\paragraph{1. The model and its conventions.}
The free energy per unit volume of a short-circuited, static, single-domain crystal is
\begin{equation}
F=\frac a2\eta^2+\frac b4\eta^4+\frac c6\eta^6-\gamma\eta^2P+\frac{P^2}{2\chi_0}+\frac\delta2\eta^2P^2-EP,\qquad a=\alpha(T-T_0),
\label{F}
\end{equation}
with $\alpha,c,\chi_0>0$ and only $a$ depending on temperature. Susceptibilities are $\partial P/\partial E$ in F\,m$^{-1}$, so $\varepsilon_r=1+\chi/\varepsilon_0$. If $\eta$ is a displacement in metres, $a,b,c$ carry J\,m$^{-5}$, J\,m$^{-7}$, J\,m$^{-9}$, $\gamma$ carries V\,m$^{-3}$ and $\delta$ carries F$^{-1}$m$^{-1}$. The product $\gamma^2\chi_0$ has the unit of $b$, which already tells which coefficient it renormalises. Seven quantities $(a,b,c,\gamma,\chi_0,\delta,E)$ and three free units (of $F$, $\eta$, $P$) leave four dimensionless groups: a temperature, a field and two couplings. The normalisation of $\eta$ is arbitrary, so each final result below is rewritten in quantities that do not depend on it.

\paragraph{2. What the faintness index counts.}
Let $\eta$ span the physically irreducible representation $G$ of the parent space group. A term of degree $n$ in $\eta$ and linear in $P$ is invariant when the representation of $P$ occurs in the symmetrised power $[G^n]$. The smallest such $n$ is Aizu's faintness index, and minimising $P^2/2\chi_0-\gamma_n\eta^nP$ gives $P=\chi_0\gamma_n\eta^n$. Two conditions usually go unsaid. The polynomial of degree $n$ must not vanish along the direction in $\eta$ space that the crystal selects. And $P\propto(T_c-T)^{n/2}$ needs $\eta^2\propto T_c-T$, which holds only for a continuous transition in mean field and away from a tricritical point.

\paragraph{3. Why $n=2$ in boracite.}
Mg$_3$B$_7$O$_{13}$Cl passes on cooling from $F\bar43c$ to $Pca2_1$ by a first-order transition. The orthorhombic cell has edges $(\tfrac12,\tfrac12,0)$, $(-\tfrac12,\tfrac12,0)$, $(0,0,1)$ in cubic units, twice the primitive volume, which selects $\mathbf k=(2\pi/a_{\rm cub})(0,0,1)$, one of the three arms of the X star. Take $(\tfrac12,\tfrac12,\tfrac12)$ as the fractional translation of the mirror and $S_4$ operations. Products of these representatives then close up to integer cubic translations, on which $e^{i\mathbf k\cdot\mathbf t}=1$, so the small representations are the ordinary ones of $D_{2d}$. The two-dimensional one, $E$, has components $(\eta_1,\eta_2)$ that transform as $(x,y)$ and change sign under $(\tfrac12,0,\tfrac12)$. That sign forbids $n=1$. For $n=2$ the characters $\tfrac12[\chi(g)^2+\chi(g^2)]$ on the classes $E,\,2S_4,\,C_2,\,2C_2',\,2\sigma_d$ are $3,-1,3,1,1$, so that
\begin{equation}
[E^2]=A_1+B_1+B_2 .
\end{equation}
$P_z$ is $B_2$, which occurs once, through $\eta_1\eta_2$. With $\eta_1=\eta\cos\varphi$, $\eta_2=\eta\sin\varphi$ the coupling reads $-\gamma\eta^2\sin2\varphi\,P_z$. The direction $\varphi=\pi/4$ keeps the diagonal $c$ glide, the axis $C_{2z}$ combined with $(\tfrac12,0,\tfrac12)$, a $2_1$ screw, and their product, an axial glide: this is $Pca2_1$, and \eqref{F} is the radial cut along it. Four such directions on three arms give 12 domain states. Odd powers of $\eta$ vanish on a single arm by translation symmetry, so a first-order transition along this cut needs a negative quartic coefficient.

\paragraph{4. Elimination of $P$.}
Set $\delta=0$ until comment 10. Then $P=\chi_0(E+\gamma\eta^2)$ and
\begin{equation}
F_{\rm eff}=\tfrac12(a-2\gamma\chi_0E)\eta^2+\tfrac14b'\eta^4+\tfrac16c\eta^6-\tfrac12\chi_0E^2,\qquad b'=b-2\gamma^2\chi_0 .
\label{Feff}
\end{equation}
Inverting the $2\times2$ Hessian of \eqref{F} gives a form that survives every later generalisation,
\begin{equation}
\chi=\chi_\eta+\frac{(\partial P/\partial\eta)_E^2}{F''_{\rm eff}},
\label{gen}
\end{equation}
where $\chi_\eta$ is the response at frozen $\eta$. The second term is never negative in a stable state. In the ordered phase $a+b'\eta^2+c\eta^4=0$, so $F''_{\rm eff}=2\eta^2(b'+2c\eta^2)$ and $b'+2c\eta^2=\sqrt{b'^2-4ac}$. For either sign of $b'$,
\begin{equation}
\Delta\chi\equiv\chi-\chi_0=\frac{2\gamma^2\chi_0^2}{\sqrt{b'^2+4c\alpha(T_0-T)}} .
\label{dchi}
\end{equation}
For $c=0$, $b'>0$ this is the textbook step from $\chi_0$ to $\chi_0b/(b-2\gamma^2\chi_0)$. It is finite because the numerator of \eqref{gen} vanishes as $\eta^2$, exactly as fast as the stiffness of the soft mode. The angular mode contributes nothing at $\varphi=\pi/4$, where $\partial P/\partial\varphi=0$.

\paragraph{5. A step does not prove a polar phase.}
Add the anisotropy $\tfrac14g\eta^4\cos^22\varphi$. After elimination of $P$ the polar direction wins for $g>-2\gamma^2\chi_0$. Otherwise $\varphi=0$ wins and $P_z=0$ by symmetry, although $B_2\subset[E^2]$. Near $\varphi=0$ the energy is $|g|\eta^4\varphi^2-2\gamma\eta^2\varphi P+P^2/2\chi_0$, so that $\chi=\chi_0|g|/(|g|-2\gamma^2\chi_0)$: the same kind of step, carried by the angular mode in a non-polar phase.

\paragraph{6. Small and large coupling.}
For $b>0$ define $\lambda=2\gamma^2\chi_0/b$. At $\lambda\ll1$, $\chi/\chi_0=1+\lambda+\lambda^2+\dots$ just below $T_0$. At $\lambda=1$ the point is tricritical, and \eqref{dchi} gives $\Delta\chi/\chi_0=b/\sqrt{4c\alpha(T_0-T)}$: a divergence does appear, on the ordered side only, with exponent $\tfrac12$ in place of the Curie--Weiss 1. For $\lambda>1$ the transition is first order. Coexistence requires $F_{\rm eff}=F'_{\rm eff}=0$, that is $\eta_c^2=3|b'|/4c$ and $a_c=3b'^2/16c$, where the root in \eqref{dchi} equals $|b'|/2$. The step at $T_c$ is
\begin{equation}
\Lambda\equiv\frac{\Delta\chi(T_c)}{\chi_0}=\frac{4\gamma^2\chi_0}{|b'|},
\label{Lam}
\end{equation}
which for $b>0$ equals $2\lambda/(\lambda-1)=2+2/\lambda+\dots$ A first-order transition driven by the polarisation coupling alone would therefore at least triple $\chi$. A smaller step means that $b$ was negative before $P$ was eliminated.

\paragraph{7. Temperature regimes of the continuous case.}
For $b'>0$ the reduced temperature is $\tau=4c\alpha(T_0-T)/b'^2$, and $\eta^2=(b'/2c)(\sqrt{1+\tau}-1)$. The limits are
\begin{equation}
\eta^2=\frac{|a|}{b'}\Big(1-\frac\tau4+\dots\Big)\ \ (\tau\ll1),\qquad
\eta^2=\sqrt{\frac{|a|}{c}}\Big(1-\tau^{-1/2}+\frac1{2\tau}+\dots\Big)\ \ (\tau\gg1).
\end{equation}
The local exponent of $P\propto\eta^2$ is
\begin{equation}
\frac{d\ln P}{d\ln\tau}=\frac{1+\sqrt{1+\tau}}{2\sqrt{1+\tau}},
\end{equation}
which runs from 1 through 0.85 at $\tau=1$ and $\tfrac34$ at $\tau=3$ to $\tfrac12$. The step has halved at $\tau=3$ as well, so that value marks the crossover. In the large-$\tau$ regime an improper polarisation with $n=2$ follows the square-root law of a proper one, and the exponent of $P_s(T)$ by itself does not reveal $n$.

\paragraph{8. Other faintness indices.}
Eliminating $P$ from $-\gamma_n\eta^nP$ adds $-\tfrac12\gamma_n^2\chi_0\eta^{2n}$, which shifts $T_0$ for $n=1$, $b$ for $n=2$, and turns $c$ into $c-3\gamma_3^2\chi_0$ for $n=3$. By \eqref{gen}, $\Delta\chi=n^2\gamma_n^2\chi_0^2\eta^{2n-2}/F''_{\rm eff}$. With $F''_{\rm eff}\propto\eta^2$ this scales as $(T_0-T)^{n-2}$, a pole, a step and a kink for $n=1,2,3$, while $P\propto(T_0-T)^{n/2}$. In the tricritical regime $F''_{\rm eff}\propto\eta^4$ and $\eta^4\propto T_0-T$, so the powers become $(n-3)/2$ and $n/4$. The $\delta$ term, allowed for every $G$, changes $\chi$ at order $\eta^2$; near a continuous transition it ties with the $n=3$ kink and dominates for $n\ge4$.

\paragraph{9. The first-order case in observable units.}
Introduce the jump of entropy density $s=\alpha\eta_c^2/2$ (latent heat $T_cs$), the jump $P_c=\chi_0\gamma\eta_c^2$, and the distance to the supercooling limit $\Delta T=T_c-T_0=a_c/\alpha$. Then $|b'|\eta_c^4=8s\Delta T$, and with $y=\eta^2/\eta_c^2$, $t=(T-T_0)/\Delta T$,
\begin{equation}
\frac{F_{\rm eff}+\tfrac12\chi_0E^2}{s\Delta T}=(t-e)\,y-2y^2+y^3,\qquad e=\frac{P_c|E|}{s\Delta T},\qquad
\Lambda=\frac{P_c^2}{2\chi_0s\Delta T}.
\label{red}
\end{equation}
The modulus appears because the field picks $\varphi=\pm\pi/4$ according to its sign; for a domain held against the field $e$ is negative. At $e=0$,
\begin{equation}
\frac{P_s}{P_c}=y=\tfrac23\big(1+\sqrt u\big),\qquad\frac{\Delta\chi}{\chi_0}=\frac{\Lambda}{2\sqrt u},\qquad u=1-\tfrac34t .
\label{y}
\end{equation}
Near $T_c$, $y=1+\tfrac12(1-t)-\tfrac38(1-t)^2+\dots$, and far below $y\simeq\sqrt{|t|/3}+\tfrac23$. The ordered phase ends at $u=0$, $T^*=T_0+\tfrac43\Delta T$, where $\Delta\chi\propto(T^*-T)^{-1/2}$. The exponent of $P_s$ against $T^*-T$ is $\sqrt u/[2(1+\sqrt u)]$, equal to $\tfrac16$ at $T_c$ and $\tfrac14$ at $T_0$, with $\tfrac12$ as the distant limit; the law $P\propto T_c-T$ has no range of validity here.

Field and temperature enter only as $t-e$. The field shifts the transition by $dT_c/d|E|=P_c/s$, the Clausius--Clapeyron slope, and cannot smear it, since the lost translation stays lost. The same fact ties together the excess heat capacity $C_{\rm ex}=Ts/(4\Delta T\sqrt u)$, the pyroelectric coefficient $p=-dP_s/dT=P_c/(4\Delta T\sqrt u)$ and the excess susceptibility:
\begin{equation}
\Delta\chi=\frac{Tp^2}{C_{\rm ex}} .
\label{Ehr}
\end{equation}
This Ehrenfest-type relation holds for $b'>0$ too and contains no Landau coefficient.

\paragraph{10. The biquadratic term.}
With $\delta\ne0$ put $\mu=\delta\chi_0\eta_c^2$. Then $\chi_\eta=\chi_0/(1+\mu y)$ and $P_s\propto y/(1+\mu y)$, so $\partial\ln P/\partial\ln\eta=2/(1+\mu y)$. The shape of $F_{\rm eff}$ changes only at relative order $\Lambda\mu$. With $\Lambda$ still defined by \eqref{red} from the actual jump $P_c$, \eqref{gen} gives at $T_c$
\begin{equation}
\frac{\chi}{\chi_0}=\frac1{1+\mu}+\frac{\Lambda}{(1+\mu)^2}+O(\Lambda^2\mu)\simeq1+\Lambda-\mu .
\label{mu}
\end{equation}
At a continuous transition $\delta\eta^2$ starts from zero and only tilts the step. At a first-order one it is a step of its own, of either sign, and the net step changes sign at $\mu(1+\mu)=\Lambda$. Nothing ties $\mu$ to the smallness of $P_c$: it is of order $(\eta_c/\eta_{\rm at})^2$, where $\eta_{\rm at}$ is the distortion that would change the dielectric stiffness by its own size.

\paragraph{11. Inputs for boracite.}
Approximate values: $T_c=538$ K, $a_{\rm cub}=1.21$ nm with 8 formula units, and $P_s=8\times10^{-4}$ C\,m$^{-2}$ at 294 K, an input chosen to give the small polarisation typical of this compound. Assumed values: $\varepsilon_r=10$ in the cubic phase, so $\chi_0=9\varepsilon_0=7.97\times10^{-11}$ F\,m$^{-1}$; a transition entropy of 4 J\,mol$^{-1}$K$^{-1}$; and $\Delta T=20$ K, varied below. The molar volume $N_Aa_{\rm cub}^3/8=1.334\times10^{-4}$ m$^3$mol$^{-1}$ gives $s=3.0\times10^4$ J\,m$^{-3}$K$^{-1}$ and a latent heat of $1.6\times10^7$ J\,m$^{-3}$. Then $T_0=518$ K and $T^*-T_c=6.7$ K. At 294 K, $t=-11.2$, $u=9.4$ and $y=2.71$, so the model has $P_c=2.95\times10^{-4}$ C\,m$^{-2}$; the third figure only carries the arithmetic. Equation \eqref{y} ignores saturation over $D=244$ K, so the opposite extreme, $P_c$ equal to the room-temperature value, is tabulated as $\Lambda_{\rm sat}$.
\begin{center}
\begin{tabular}{ccccc}
$\Delta T$ (K) & $y(294\,{\rm K})$ & $P_c$ ($10^{-4}$ C\,m$^{-2}$) & $10^3\Lambda$ & $10^3\Lambda_{\rm sat}$\\\hline
5 & 4.71 & 1.70 & 1.2 & 27\\
20 & 2.71 & 2.95 & 0.91 & 6.7\\
60 & 1.88 & 4.26 & 0.63 & 2.2
\end{tabular}
\end{center}
The weak dependence of $\Lambda$ on $\Delta T$ has a reason. From \eqref{y},
\begin{equation}
\Delta T\,y^2=\tfrac49\Big(\sqrt{\Delta T}+\sqrt{\tfrac14\Delta T+\tfrac34D}\Big)^2\ge\frac D3
\quad\Rightarrow\quad\Lambda\le\frac{3P_s^2}{2\chi_0sD},
\end{equation}
with $P_s$ taken at $T_c-D$. The bound, reached as $\Delta T\to0$ at fixed $s$, is $1.6\times10^{-3}$. All entries scale as $P_s^2/(\chi_0s)$.

\paragraph{12. Where the crossovers fall.}
For $\Delta T=20$ K and $\delta=0$ the model's permittivity rises on cooling by $9\Lambda=0.008$ on a background of 10, and $\Delta\chi/\chi_0$ has decayed to $1.5\times10^{-4}$ at 294 K, where the local exponent of $P_s$ is 0.38. The pyroelectric coefficient just below $T_c$ is $P_c/2\Delta T=7.4\times10^{-6}$ C\,m$^{-2}$K$^{-1}$. The spinodal divergence reaches a fraction $x$ of $\chi_0$ at $T^*-T=\Delta T\Lambda^2/3x^2$, which for $x=0.1$ is 0.55 mK, deep in the superheated range and out of reach. A field of $10^6$ V\,m$^{-1}$ raises $T_c$ by 9.8 mK, and $e=1$ would need $2.0\times10^9$ V\,m$^{-1}$, so $e\ll1$ throughout. The share of the quartic energy due to $P$ is $2P_c^2/\chi_0=2.2\times10^3$ J\,m$^{-3}$ against $|b'|\eta_c^4=4.8\times10^6$ J\,m$^{-3}$: in this model the polarisation is a spectator of the transition.

\paragraph{13. The shear strain is not a small correction.}
The engineering shear $w=2\epsilon_{xy}$ is also $B_2$, with $n=2$, and the cubic class is piezoelectric. Add $\tfrac12Cw^2-\zeta\eta^2w-hwP$. At zero stress $w=(\zeta\eta^2+hP)/C$, and
\begin{equation}
b\to b-\frac{2\zeta^2}C,\qquad\gamma\to\gamma+\frac{h\zeta}C,\qquad\frac1{\chi_0}\to\frac1{\chi_0}-\frac{h^2}C .
\end{equation}
The form of \eqref{F} is kept, so \eqref{red}--\eqref{Ehr} hold for the free crystal with free values of the inputs. Take illustrative $C=10^{11}$ Pa, $w_c=10^{-3}$ and coupling factor $k=h\sqrt{\chi_0/C}=0.1$. Free and clamped $\chi_0$ differ by the fraction $k^2=0.01$, more than $\Lambda$; elsewhere this difference is dropped. The strain-mediated part of the jump is $k\sqrt{\chi_0C}\,w_c=2.8\times10^{-4}$ C\,m$^{-2}$, as large as $P_c$ itself. The compliance steps by the fraction $Cw_c^2/2s\Delta T=0.083$, the elastic copy of $\Lambda$ and far larger. At fixed strain only the direct part of $P_c$ enters \eqref{gen}, and $F''_{\rm eff}$ is stiffer by that same fraction. If the strain-mediated part is parallel to $P_c$ the clamped step nearly vanishes; if it is antiparallel the clamped step is 3.5 times the free one.

\paragraph{14. Fluctuations above $T_c$.}
Mean field gives $\chi=\chi_0$ in the cubic phase. The field, however, couples to $Q=2\eta_1\eta_2$ through $-\chi_0\gamma EQ$, and only the arm along $z$ feeds $\chi_{zz}$ at this order. With an isotropic gradient term $\tfrac12\kappa(\nabla\eta_i)^2$, Gaussian correlations $G(q)=k_BT/(a+\kappa q^2)$ and $\xi^2=\kappa/a$,
\begin{equation}
\delta\chi=\frac{\chi_0^2\gamma^2}{k_BT}\,4\!\int\!\frac{d^3q}{(2\pi)^3}G(q)^2=\frac{\chi_0^2\gamma^2k_BT}{2\pi a^2\xi^3}\propto(T-T_0)^{-1/2},
\end{equation}
to leading order in $\gamma^2$. Its ratio to the step \eqref{Lam} at $T_c$ is a Ginzburg number,
\begin{equation}
\frac{\delta\chi(T_c)}{\Lambda\chi_0}=\frac{k_BT_c}{4\pi s\Delta T\,\xi_c^3},
\end{equation}
which is 1 at $\xi_c=1.0$ nm and 0.12 at $\xi_c=2$ nm. A correlation length near one cubic cell edge makes the precursor rival the step and strains the continuum Gaussian treatment itself, so $\Lambda$ is then an order of magnitude and no more.

\paragraph{15. What the model says about the real crystal.}
The $\eta^2P$ coupling alone yields a rise of $\chi$ on cooling of order $10^{-3}$, or a few $10^{-2}$ under the most generous entries of the table. As typical knowledge, most halogen boracites show instead a fall of the permittivity on cooling, of the order of ten per cent or more, so for that behaviour the $\delta=0$ model has the wrong sign and is short by one to two orders of magnitude. Since the second term of \eqref{gen} cannot be negative, a fall must come from $\chi_\eta$. Choose $\mu=0.1$ to produce a fall of that order. The factor $1/(1+\mu y)$ in $P_s$ raises the inferred jump to $P_c=3.4\times10^{-4}$ C\,m$^{-2}$ and $\Lambda$ to $1.2\times10^{-3}$; \eqref{mu} gives $\chi/\chi_0=0.91$, and the model's $\varepsilon_r$ drops from 10 to 9.2. The field shift acquires a second term. Eliminating $P$ leaves in $F_{\rm eff}+\tfrac12\chi_0E^2$ the field terms $\frac{y}{1+\mu y}\big[-\gamma\chi_0\eta_c^2|E|+\tfrac12\mu\chi_0E^2\big]$. To first order in the bracket $\delta T_c=[P_c|E|+\tfrac12(\chi_\eta-\chi_0)E^2]/s$, in which only the change at frozen $\eta$ enters, $\chi_\eta-\chi_0=-\mu\chi_0/(1+\mu)=-0.091\,\chi_0$. The bracket, and with it the model's shift, vanishes at $|E|=2P_c(1+\mu)/(\mu\chi_0)=9.4\times10^7$ V\,m$^{-1}$, well before $e$ approaches 1. The faintness index $n=2$ fixes that $P_s$ follows $\eta^2$ and that no Curie--Weiss pole occurs; the sign and size of the dielectric step are decided by $\mu$ against $\Lambda$.